The lowest singlet of ammonia borane needs diffuse basis functions first and a considered functional second. Within PBE0 the basis moves it over 1.39 eV, or 0.20 eV among the diffuse sets, and two range-separated functionals place it 0.81 and 1.38 eV above PBE0/def2-TZVPD.

BH6N (SMILES [BH3-][NH3+], point group C3v) in the gas phase at the PBE0-D3(BJ)/def2-SVP geometry, computed with PySCF 2.14.0 and density fitting. Vertical excitations are TDDFT singlets and Tamm-Dancoff triplets, with core orbitals frozen in the response. The brightest singlet is taken from the ten lowest, and the polarisability is the isotropic mean.

| functional | basis | exact exchange, long range (%) | S1 (eV) | f(S1) | leading pair | T1 (eV) | brightest singlet (eV) | its f | polarisability (bohr^3) |
| --- | --- | --- | --- | --- | --- | --- | --- | --- | --- |
| LC-wPBE | def2-SVPD | 100 | 7.43 | 0.027 | HOMO to LUMO | 7.20 | 9.89 | 0.11 | 31.1 |
| wB97X-D | def2-SVPD | 100 | 6.86 | 0.020 | HOMO to LUMO | 6.80 | 9.28 | 0.12 | 32.1 |
| PBE0 | 6-31+G(d) | 25 | 5.92 | 0.009 | HOMO-1 to LUMO | 5.81 | 8.27 | 0.11 | 27.8 |
| PBE0 | 6-31G(d) | 25 | 7.24 | 0.000 | HOMO to LUMO | 7.09 | 9.67 | 0.17 | 23.5 |
| PBE0 | aug-cc-pVDZ | 25 | 5.85 | 0.004 | HOMO to LUMO | 5.76 | 8.14 | 0.10 | 32.6 |
| PBE0 | aug-cc-pVTZ | 25 | 5.88 | 0.004 | HOMO to LUMO | 5.78 | 7.54 | 0.07 | 32.7 |
| PBE0 | def2-SVP | 25 | 6.85 | 0.001 | HOMO to LUMO | 6.70 | 9.21 | 0.15 | 25.4 |
| PBE0 | def2-TZVP | 25 | 6.43 | 0.003 | HOMO to LUMO | 6.29 | 8.76 | 0.13 | 29.4 |
| PBE0 | def2-TZVPD | 25 | 6.05 | 0.006 | HOMO to LUMO | 5.93 | 8.35 | 0.10 | 32.4 |

S1 and T1 are the lowest singlet and triplet excitation energies, $f$ is an oscillator strength, and the leading pair names the dominant orbitals. The same calculations show that HOMO and HOMO-1 are a degenerate B–H bonding pair. S1 is therefore one component of an E state, "HOMO-1 to LUMO" in the third row is only a label, and f(S1) counts half the band. The molecule has no low π* level, so the electron goes to a diffuse orbital, which a compact basis squeezes. Orbital populations place it mainly on the N–H side in every row that lists them except 6-31+G(d), where diffuse functions sit only on B and N and B gets the largest share.

**The two range-separated rows.** The excited electron is attracted by the hole it leaves behind. For one orbital pair with little overlap, TDDFT carries this attraction through the share $c$ of exact exchange, while exchange-type and kernel terms stay small. With point charges a distance $r$ apart,

$$S_1 \approx \text{gap} - c(r)\,\frac{e^2}{4\pi\varepsilon_0 r},\qquad c(r)=c_s+(c_l-c_s)\,\mathrm{erf}(\omega r).$$

Here gap is the LUMO minus HOMO energy, $c_l$ the long-range share in the table, $c_s$ the short-range share and $\omega$ the range parameter. Rough recalled values are $c_s=0$, $\omega=0.40$ bohr$^{-1}$ for LC-wPBE and 0.22, 0.20 for wB97X-D; PBE0 has $c=0.25$ throughout.

The four diffuse PBE0 rows alone give $r=3.242$ Å, or 6.13 bohr. For wB97X-D, which was outside that fit, $\mathrm{erf}(0.20\times6.13)=0.917$ and $c=0.22+0.78\times0.917=0.935$. The attraction is $0.935\times14.40/3.242=4.15$ eV, and $11.11-4.15=6.96$ eV, 0.10 eV above the table. LC-wPBE comes out 0.28 eV above its table value. A 0.1 eV neglected term in PBE0 grows about fourfold on transfer to $c\approx1$, which is enough to cover such misses. One $r$ fitted to all six diffuse rows leaves an rms error of 0.06 eV, against 0.14 eV with $c_l$ alone; the output after this text lists each row. The term is part of TDDFT itself, so this is consistency, and $r$ is an effective length. Both range-separated LUMOs also lie above zero energy, where only the finite basis holds the orbital together, so their gaps, and the $r$ that fits them, can shift in a more diffuse set.

Equal long-range exchange still leaves 0.57 eV between the two S1 values. The HOMO is the largest term in this difference, partly offset by the stronger attraction in LC-wPBE. The computed ionisation energies differ by only 0.09 eV, but $-$HOMO matches its own within 0.03 eV for LC-wPBE and falls 0.81 eV short for wB97X-D. S1 lies 3.16 and 3.64 eV below ionisation, which a hydrogen-like formula turns into effective quantum numbers of 2.07 and 1.93, as usual for a 3s-type Rydberg level. Theory argues that PBE0 puts such states too low, because its potential decays too fast; its $-$HOMO in def2-TZVPD is only 7.76 eV. The step from PBE0 also changes the basis, though it is at least four times the spread among diffuse PBE0 rows.

**The Pople pair.** Diffuse shells on B and N lower S1 by 1.32 eV. The LUMO falls by 1.79 eV; a lower HOMO returns 0.24 eV and a weaker attraction 0.23 eV. A compact basis confines the electron, which raises its orbital energy and holds it nearer the hole. For that reason the three compact sets were left out of the fit, and the model overshoots them by 0.11 to 0.20 eV. Over all seven PBE0 rows S1 follows the gap with slope 0.83, within 0.04 eV. 6-31+G(d) lands 0.04 eV from aug-cc-pVTZ at roughly twice the cost of 6-31G(d), judged by $N^3$ to $N^4$ scaling with rough function counts $N$. Its polarisability, the dipole induced per unit field, is 15 % below aug-cc-pVTZ. That the bare s functions on the six hydrogens are to blame is a guess.

**The Dunning pair.** Double and triple zeta agree to 0.03 eV in S1 and 0.3 % in polarisability, too little to interpret. The same scaling makes aug-cc-pVTZ some 10 to 30 times dearer than aug-cc-pVDZ.

**The def2 rows.** More valence functions help slowly: def2-TZVP is about as large as aug-cc-pVDZ, yet 0.55 eV high in S1 and 10 % low in polarisability relative to aug-cc-pVTZ. def2-TZVPD brings the polarisability within 1 % but leaves S1 0.17 eV high. If def2-SVPD shares this stiffness, which is untested, the top two rows are somewhat high as well.

T1 tracks S1, lying 0.06 to 0.23 eV lower in every row. A small gap fits a weak overlap of hole and electron, but it subtracts a Tamm-Dancoff triplet from a full TDDFT singlet and should not be quoted as a splitting. The brightest singlet scatters by 0.81 eV even among diffuse PBE0 sets. It is picked from ten roots, and six of the seven PBE0 values lie above $-$HOMO, where states behave as a basis-dependent discretised continuum. Degenerate components also count singly: in def2-TZVP an E pair sums to $f=0.246$, yet the table lists a different, non-degenerate state with 0.13.

For S1 within 0.3 eV of PBE0/aug-cc-pVTZ any diffuse set run here with PBE0 serves; for 0.1 eV together with the polarisability to 1 %, aug-cc-pVDZ is the cheapest here. A saturated molecule with polar hydrogens and no low π* level should behave alike. The functional remains uncertain by about an electronvolt. These vertical energies at one geometry, without vibrational averaging, cannot be set directly against a band, and whether S1 lies nearer 6.9 or 7.4 eV, or lower once a range-separated functional meets an aug-type basis, stays open.

Printed output of the fit:

```
Rounding of table: energies 0.005 eV, differences 0.01 eV, polarisability 0.05 bohr^3
level | gap | gap-S1 | -HOMO-S1 | S1-T1 (eV) | own r (A) | model minus table S1: c(r), long range only (eV; * not fitted)
LC-wPBE/def2-SVPD | 12.15 | 4.72 | 3.19 | 0.23 | 3.05 | +0.08 +0.24
wB97X-D/def2-SVPD | 11.11 | 4.25 | 2.83 | 0.06 | 3.14 | -0.04 -0.23
PBE0/6-31+G(d) | 7.06 | 1.14 | 1.76 | 0.11 | 3.16 | -0.02 +0.02
PBE0/6-31G(d) * | 8.61 | 1.37 | 0.20 | 0.15 | 2.64 | +0.20 +0.25
PBE0/aug-cc-pVDZ | 6.93 | 1.08 | 1.89 | 0.09 | 3.34 | -0.08 -0.04
PBE0/aug-cc-pVTZ | 6.95 | 1.07 | 1.89 | 0.10 | 3.36 | -0.09 -0.05
PBE0/def2-SVP * | 8.15 | 1.30 | 0.73 | 0.15 | 2.78 | +0.14 +0.18
PBE0/def2-TZVP * | 7.70 | 1.27 | 1.31 | 0.14 | 2.83 | +0.11 +0.15
PBE0/def2-TZVPD | 7.20 | 1.15 | 1.71 | 0.12 | 3.12 | -0.01 +0.03
c(r) model, 6 diffuse rows: r = 3.10 A, rms 0.06 eV, worst ('PBE0', 'aug-cc-pVTZ')
long-range share only: r = 3.21 A, rms 0.14 eV, worst ('LC-wPBE', 'def2-SVPD')
distance between centres of BH and NH hydrogens 2.33 A; r from 4 diffuse PBE0 rows 3.24 A
LC-wPBE: S1 predicted with PBE0 r 7.71 eV (error +0.28); above PBE0/def2-TZVPD by 1.38 (S1), 1.27 (T1), 2.86 (-HOMO)
  IP+HOMO -0.03 eV; IP-S1 3.16 eV, n* 2.07; n* from -HOMO 2.06
wB97X-D: S1 predicted with PBE0 r 6.96 eV (error +0.10); above PBE0/def2-TZVPD by 0.81 (S1), 0.87 (T1), 1.93 (-HOMO)
  IP+HOMO +0.81 eV; IP-S1 3.64 eV, n* 1.93; n* from -HOMO 2.19
LC-wPBE minus wB97X-D (eV): S1 0.57, T1 0.40, -HOMO 0.94, LUMO 0.10, gap-S1 0.46, IP 0.09
PBE0 S1 = gap - constant: constant 1.20 eV, rms 0.11, largest 0.17 eV
PBE0 S1 linear in gap: slope 0.83, rms 0.02, largest 0.04 eV
6-31G(d) to 6-31+G(d): dS1 -1.32 = dLUMO -1.79 - dHOMO -0.24 - d(gap-S1) -0.23 eV; dalpha +4.3
def2-TZVP to def2-TZVPD: dS1 -0.38 = dLUMO -0.52 - dHOMO -0.02 - d(gap-S1) -0.12 eV; dalpha +3.0
def2-SVP to def2-TZVP: dS1 -0.42 = dLUMO -0.61 - dHOMO -0.16 - d(gap-S1) -0.03 eV; dalpha +4.0
aug-cc-pVDZ to aug-cc-pVTZ: dS1 +0.03 = dLUMO -0.00 - dHOMO -0.03 - d(gap-S1) -0.01 eV; dalpha +0.1
PBE0 spreads (eV): S1 all 1.39, diffuse 0.20; HOMO 0.33; LUMO 1.98; brightest, diffuse 0.81
against PBE0/aug-cc-pVTZ: dS1 | dT1 (eV) | dalpha % | 2 f(S1) | brightest+HOMO (eV) | rough N | N^3, N^4 relative to 6-31G(d)
LC-wPBE/def2-SVPD | +1.55 | +1.42 | -4.9 | 0.054 | -0.73 | 88 | 11, 23
wB97X-D/def2-SVPD | +0.98 | +1.02 | -1.8 | 0.040 | -0.41 | 88 | 11, 23
PBE0/6-31+G(d) | +0.04 | +0.03 | -15.0 | 0.018 | +0.59 | 48 | 2, 2
PBE0/6-31G(d) | +1.36 | +1.31 | -28.1 | 0.000 | +2.23 | 40 | 1, 1
PBE0/aug-cc-pVDZ | -0.03 | -0.02 | -0.3 | 0.008 | +0.40 | 100 | 16, 39
PBE0/aug-cc-pVTZ | +0.00 | +0.00 | +0.0 | 0.008 | -0.23 | 230 | 190, 1093
PBE0/def2-SVP | +0.97 | +0.92 | -22.3 | 0.002 | +1.63 | 58 | 3, 4
PBE0/def2-TZVP | +0.55 | +0.51 | -10.1 | 0.006 | +1.02 | 98 | 15, 36
PBE0/def2-TZVPD | +0.17 | +0.15 | -0.9 | 0.012 | +0.59 | 130 | 34, 112
summed E pair against listed brightest f: PBE0/def2-TZVP 0.246 vs 0.13; wB97X-D 0.195 vs 0.12
```
